While a plane-wave calculation relaxes its cell, it can assign different energies to the same crystal. Here six starts for rhodium end in practically one cell, yet just before the last calculation of each run their energies still differ by up to 0.57 meV per atom. After that calculation they agree to the printed digit. The pattern points to the set of plane waves, which seems to be kept from the starting cell and no longer suits the relaxed one.

Fcc rhodium, one atom per primitive cell, computed with Ansatz 0.2.0 using scalar-relativistic PBE, PAW and a plane-wave cutoff of 420 eV, without spin polarisation. Cell and atoms were relaxed from six starting volumes with the symmetry kept, on an 18×18×18 k mesh with Gaussian smearing of 0.1 eV.

```
volume (relaxed cell) (Å³/atom)  shortest distance (relaxed cell) (Å)  geometry scf runs
                         14.046                                 2.708                  5
                         14.046                                 2.708                  5
                         14.046                                 2.708                  4
                         14.046                                 2.708                  4
                         14.048                                 2.708                  4
                         14.043                                 2.708                  6
```

The table alone hides this failure. Its volumes are results of the relaxation, and their small scatter shows only how closely each run was converged. The column "geometry scf runs" counts the self-consistent calculations of each run, the last one and any rejected step included, and is no property of rhodium. The failure appears in the energies recorded along each run.

What happens

In the four runs that started from an expanded cell, the energy rises in the last calculation, although the search for the lowest energy was already over. In the two that started compressed, it falls. The cell itself can't be the reason. The pressures had already come within 0.05 GPa of zero, and the elastic energy of so small a mismatch is below a thousandth of a meV.

The jump also follows the start in size. It is 0.04 meV for the two starts nearest to the relaxed volume and 0.36 meV for the most expanded one. Loose convergence of the electron density would hardly produce such an order. A basis that remembers the starting cell would.

Why it happens

A plane-wave basis holds all waves up to a chosen kinetic energy, the cutoff. If the list of waves is kept while the cell shrinks, every wave in it is squeezed to a shorter wavelength and gains kinetic energy. The list then reaches beyond the nominal cutoff, the electrons are described more finely, and the energy comes out lower. A cell that grows from a compressed start stretches its waves and ends with a coarser basis and a higher energy.

Kinetic energy goes as one over length squared, and length squared goes as volume to the power 2/3. With V_start the starting volume, V the relaxed volume and E_cut the nominal cutoff of 420 eV, the cutoff that the old list really provides is

E_eff = E_cut × (V_start / V)^(2/3)

For small changes the energy error should be proportional to the logarithm of this shift:

ΔE = a × ln(E_eff / E_cut)

The single coefficient a was fitted to all six runs and came out as −14.7 meV. The volume of the first start is known from its cell. The other five were inferred from their starting pressures and the stiffness of the crystal.

The first start, which is part of the fit, serves as an example. Its cell was 2.1% too small, so V_start / V = 0.979 and the logarithm of the cutoff ratio is 2/3 × ln 0.979 = −0.014. Multiplied by a, this gives an error of +0.21 meV, as found. The other runs are met equally well, within the precision of the printed energies. That the last calculation rebuilds the wave list at the nominal cutoff is an inference from this pattern; the record of the runs doesn't state it.

How large it is

Half a meV per atom is negligible for many purposes, but it can distort the bottom of an energy–volume curve. Near the minimum the elastic energy grows with the square of the volume change, while the basis error grows in proportion to it. Small strains are therefore misread worst in relative terms. For the start only 0.4% too large in volume, the energy above the relaxed cell is 0.16 meV at constant cutoff but 0.20 meV within the old wave list, an excess of roughly a quarter. For the most expanded start the excess is only about 2%.

The sign matters too. Energies taken within one wave list make expanded starts look too costly and compressed starts too cheap. The minimum of such a curve is thereby pushed towards smaller volume, by about 0.006 Å³ per atom according to the fitted coefficient.

Does the relaxed cell suffer?

It would if the search followed the slope of those faulty energies. The pressures allow a test. The small leftover pressures of the six final cells, set against their volumes, give a bulk modulus of 258 GPa. The first start adds the stiffening under compression. The Murnaghan equation, a standard relation between pressure and volume, then predicts from pressures and volumes, without using any of the energies, how far each start lies above the relaxed cell in energy.

In every run the prediction lies closer to the energies at constant cutoff than to those within the old wave list. For the start at 3.94 GPa it gives 2.48 meV, where the two readings are 2.48 and 2.34 meV. The most expanded start fits worst: 14.9 meV is predicted and 15.1 meV found. That start lies far from the compression that fixed the stiffening, so this miss may belong to the equation rather than to the pressures.

The reported pressure thus seems to allow already for the change of basis, which is worth about 0.11 GPa here. How the program does this isn't visible in the results. The practical reading is that the relaxed volume can be trusted in this respect, while the energies recorded between the first calculation and the last shouldn't be compared from run to run.

What to do about it

Compare the last energy of a cell relaxation with the one before it. If the energy jumps while the pressure stays near zero, a new wave list is the first cause to check, though a changed electronic state or setting can do the same. Where a program doesn't rebuild the list by itself, start a new calculation from the relaxed cell and use only its energy.

For an energy–volume curve, calculate each volume afresh at the same cutoff and don't collect points from the steps of a relaxation. A series in which only the atoms move and the cell stays fixed would not show this error, because its wave list always suits its cell. A higher cutoff weakens the effect wherever the energy depends less on the basis.

The agreement of the final energies shows that the memory of the start is gone. It doesn't show that the basis is complete, because all six runs now share the same remaining error. According to the fit, another 10 eV of cutoff near 420 eV would lower the energy by about 0.35 meV per atom. Finding out how much is still missing in total would take runs at clearly higher cutoffs, which this series doesn't contain. The printed analysis below gives the energy error and the pressure test for each start.

Output of the analysis:

```
fit of p_new on 6 rows: constant -0.007551 +/- 3.5e-05, coefficient of dv -18.37 +/- 0.038; rms 6.99e-05, worst 14.043 0.000114, leave-one-out rms 0.000195
fit of err on 6 rows: coefficient of lncut -14.68 +/- 0.13; rms 0.00365, worst 14.046 -0.00458, leave-one-out rms 0.00421
Error of the old wave set:
     row  start pressure GPa  start volume offset %  effective cutoff eV  energy error meV  model meV
  14.046               5.734                 -2.087                414.1              0.21     0.2064
  14.046               3.936                  -1.46                415.9              0.14      0.144
  14.046             -0.9698                 0.3801                421.1             -0.04   -0.03712
  14.046              -1.162                 0.4566                421.3             -0.04   -0.04458
  14.048              -2.458                 0.9804                422.7              -0.1   -0.09547
  14.043              -8.715                  3.762                430.5             -0.36    -0.3614
Energy of the start above the relaxed cell in meV:
     row  from pressures  at constant cutoff  within old wave set  misreading %
  14.046           5.137                5.14                 4.93        -4.086
  14.046           2.483                2.48                 2.34        -5.645
  14.046          0.1622                0.16                  0.2            25
  14.046          0.2336                0.24                 0.28         16.67
  14.048           1.066                1.07                 1.17         9.346
  14.043           14.89               15.09                15.45         2.386
Bulk modulus from the residual pressures in GPa: 258
Pressure derivative of the bulk modulus from the first start: 4.908
Spread of the energies before the last calculation in meV: 0.57
Largest elastic energy from the scatter of the final volumes in meV: 0.0003129
Energy change for 10 eV more cutoff in meV: -0.3454
Pressure from the basis change alone in GPa: -0.1116
Volume error if that pressure were ignored in cubic angstrom per atom: -0.006077
Largest pressure change in the last calculation in GPa: 0.01089
Rms miss of the pressure prediction at constant cutoff in meV: 0.08083
Rms miss of the pressure prediction within the old wave set in meV: 0.2545
Volume offset where basis error equals elastic energy in %: 0.08654
```
